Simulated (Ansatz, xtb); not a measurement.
## Ligand exchange: BH(CH3)2 + CH3I → BH(CH3)I + C2H6

Species: BH(CH3)2, singlet; CH3I (methyl iodide) `CI`, singlet; BH(CH3)I, singlet; C2H6 (ethane) `CC`, singlet. The partners trade CH3 for I: B–CH3 and C–I bonds give way to B–I and C–CH3.

Shapes, held fixed at every level: PBE0-D4/def2-TZVP. Programs: Ansatz 0.2.0, xtb 6.7.1, xtb 6.7.1 later snapshot. The zero-point and thermal change to 298 K, harmonic and unscaled (PBE0-D4/def2-TZVP), is +5.7 kJ/mol.

```csv
level,kind,ΔH(298 K) (kJ/mol),less CCSD(T)/def2-TZVPP
GFN0-xTB,semi-empirical,-35.2,+35.8
HF/def2-SVP,Hartree–Fock,-78.6,-7.6
HF/def2-TZVPP,Hartree–Fock,-68.8,+2.2
PBE-D4/def2-TZVPP,GGA,-68.3,+2.7
PBE0-D4/def2-TZVPP,global hybrid,-70.0,+1.0
MP2/def2-SVP,perturbation theory,-88.3,-17.3
MP2/def2-TZVPP,perturbation theory,-75.3,-4.3
CCSD(T)/def2-SVP,coupled cluster or CI,-87.0,-16.0
CCSD(T)/def2-TZVPP,coupled cluster or CI,-71.0,0.0
```

The highest level, CCSD(T)/def2-TZVPP, gives ΔH(298 K) = -71.0 kJ/mol; the levels span -88.3 to -35.2. The column of differences is taken from that level and isn't an error. No measured value is set beside it here. For atoms past krypton def2 sets carry core potentials with scalar relativity. Outer-core shells of I are correlated in most correlated rows, in sets that cover them unevenly.

The exchange is exothermic at every level, and the main driving force is probably on the carbon side: a weak C–I bond, with poor overlap between carbon and the diffuse iodine 5p orbital, gives way to a strong C–C bond. On boron, the strong B–CH3 bond is traded for a weaker B–I bond, which offsets part of that gain. Donation from an iodine lone pair into the empty boron p orbital softens this loss, though less effectively than with the lighter halogens.

Hartree–Fock lies close to CCSD(T) in the larger basis, which suggests that correlation contributions largely cancel when the number of electron pairs is conserved. The smaller basis makes the reaction more exothermic for all three methods tested in both sets, Hartree–Fock included, so the shift isn't purely a correlation effect. GFN0-xTB keeps the sign but recovers only about half the exothermicity, probably because its parametrised bonding misjudges the B–I/C–I balance. The close agreement among the larger-basis results doesn't establish the basis-set limit.
